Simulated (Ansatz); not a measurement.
## BiTe: a film clamped to a substrate

Method: DFT PBE, scalar-relativistic, plane waves, PAW in Ansatz. Cutoff 420 eV, Γ-centred 12×12×12 k-points, Gaussian smearing of 0.15 eV. Spin–orbit coupling is left out, which can shift energies with elements as heavy as these. No spin polarisation. Energies are free energies at this smearing, counted from the undisturbed cell; pressure is positive in compression.

Zero of the scan (as given, not relaxed at this level; it stands at 0.0 GPa, and it needn't be the usual structure):

```
Bi Te
1.0
     2.42271    1.39875    3.31729
    -2.42271    1.39875    3.31729
     0.00000   -2.79750    3.31729
Bi Te
1 1
Direct
  0.50000 0.50000 0.50000
  0.00000 0.00000 0.00000
```

The cell (2 atoms, V0 = 67.45 Å³) is strained by p along both x and y and by q along z, fractional coordinates fixed. τp = (1/V0) ∂E/∂p = (σxx + σyy)(1 + p)(1 + q) and τq = (1/V0) ∂E/∂q = σzz(1 + p)², with tension positive.

```csv
p,q,ΔE (meV/atom),τp (GPa),τq (GPa)
0.000,0.000,0.00,0.07,0.01
-0.015,0.000,5.79,-3.80,-1.18
0.015,0.000,5.82,3.55,1.02
0.000,-0.015,0.98,-1.03,-0.64
0.000,0.015,0.97,1.16,0.59
```

**Question.** Get the second derivatives of the energy density.

**Answer.** Central differences give A = ∂τp/∂p = 245 GPa (C11 + C22 + 2 C12), C = ∂τq/∂q = 41 GPa (C33) and the cross term B = ∂τq/∂p = 73 GPa (C13 + C23); ∂τp/∂q = 73 GPa must equal B, and any difference shows higher-order terms. The ions are clamped.

**Question.** A film of this crystal grows with z along the normal on a substrate that imposes p. How does its thickness respond, and what does the misfit cost?

**Answer.** Count p and q from the stress-free cell. A free surface needs τq = 0, so q = −(B/C) p = -1.78 p. The energy density left is (A − B²/C) p²/2 = M p², with the biaxial modulus M = 57 GPa; a misfit of 1 % costs 1.21 meV/atom, against 2.58 meV/atom if the thickness were held.

In a metal these slopes depend on the k mesh and the smearing.

The crystal resists stretching in the plane far more than along z, and letting the thickness respond removes more than half of the misfit energy. The geometry explains both. Each Bi has six nearest Te atoms in an octahedron flattened along z, so the Bi–Te bonds lean towards the plane: in-plane strain mostly stretches them, while strain along z largely changes their angles. A thinner film under in-plane tension therefore recovers much of the bond length, and the ratio of -1.78 keeps the volume nearly constant. The remaining biaxial modulus of 57 GPa probably reflects angle bending and interactions beyond the nearest neighbours.

Clamping the ions costs little generality here: both atoms sit on inversion centres, which these strains preserve, so no internal force arises, although a spontaneous off-centre displacement isn't ruled out. The values shouldn't be carried over to ordinary BiTe, whose layered structure contains Bi bilayers and weakly bonded gaps that would take up much of the strain along the normal.
